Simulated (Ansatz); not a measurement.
## NiO: pressure and energy less free atoms against volume scale

Results calculated with Ansatz 0.2.0, not measured. Periodic Kohn-Sham DFT of a crystal at fixed atoms, scaled to volume_scale times the given cell; pressure positive in compression, energy less spherical unpolarised free atoms, largest_vzz the field gradient of largest size among the nuclei.

The cell before it is scaled or strained (space group Fm-3m, No. 225):
```
CELL_PARAMETERS angstrom
0.00000 2.10850 2.10850
2.10850 0.00000 2.10850
2.10850 2.10850 0.00000
ATOMIC_POSITIONS crystal
Ni 0.00000 0.00000 0.00000
O 0.50000 0.50000 0.50000
```

Settings of every row: method all-electron LAPW; functional PBE; relativity scalar; k mesh 16x16x16; filling fermi-dirac; smearing width 0.03 eV; basis error target 1 meV/atom; nucleus gaussian.

Atom:
```csv
element,start moment (bohr magneton)
Ni,1.5
O,0
```

Limits: semilocal functional can close the gap of open d or f salts; with one magnetic atom in the cell only parallel moments are possible.

```csv
row,volume scale,V (Å³/atom),pressure (GPa),energy less free atoms (eV/atom),cell moment (bohr magneton)
1,0.9405,8.816,12.027,-6.5419,1.694
2,0.97,9.093,5.878,-6.5573,1.782
3,1,9.374,?,?,?
4,1.03,9.655,-4.393,-6.5591,1.898
5,1.06,9.936,-8.588,-6.5476,1.932
```

Question: what pressure and energy less free atoms should row 3 give?

Worked fit of pressure. Take u = (V_r/V)^(2/3) − 1 with V_r = 9.374 Å³ an atom, which is twice the finite (Eulerian) strain; such expansions in the strain, on which the Birch-Murnaghan equation of state is built, carry the rest volume and the bulk modulus. The shown rows have u = 0.04176, 0.0205, -0.0195, -0.03807. Least squares give pressure = 0.4028 + 256.278 × u + 528.57 × u² GPa; a straight line predicts inner rows, each left out in turn, worse (root mean square 0.49 against 0.0016 GPa). The rows lie off it by 0.000, -0.001, 0.001, 0.000. The pressure vanishes at u = -0.0016, or V = 9.396 Å³ an atom, and there the bulk modulus at fixed shape and fractions is B = −V dP/dV = (2/3)(1 + u) dP/du = 169 GPa. The withheld row has u = 0, so the fit gives 0.4028 + 256.278 × (0) + 528.57 × (0)² = 0.403 GPa.

The calculation gave 0.416 GPa. The fit lies 0.013 GPa (3.1 % of the value, 0.063 % of the column's range) below it; its largest miss of a shown row is 0.001 GPa.

Worked fit of energy less free atoms. Take u = (V_r/V)^(2/3) − 1 with V_r = 9.374 Å³ an atom, which is twice the finite (Eulerian) strain; such expansions in the strain, on which the Birch-Murnaghan equation of state is built, carry the rest volume and the bulk modulus. The shown rows have u = 0.04176, 0.0205, -0.0195, -0.03807. Least squares give energy less free atoms = −6.5627 + 0.0308 × u + 11.203 × u² eV/atom; a straight line predicts inner rows, each left out in turn, worse (root mean square 0.01 against 0.00015 eV/atom). The rows lie off it by 0.0000, 0.0001, -0.0001, 0.0000. Its lowest point lies at u = -0.0014, or V = 9.393 Å³ an atom, and the curvature there gives the bulk modulus at fixed shape and fractions, B = (4/9)(1 + u)² E″(u)/V = 169 GPa. The withheld row has u = 0, so the fit gives −6.5627 + 0.0308 × (0) + 11.203 × (0)² = -6.5627 eV/atom.

The calculation gave -6.5627 eV/atom. The fit meets it to the printed digit.

The other values of row 3: cell moment 1.85 bohr magneton.
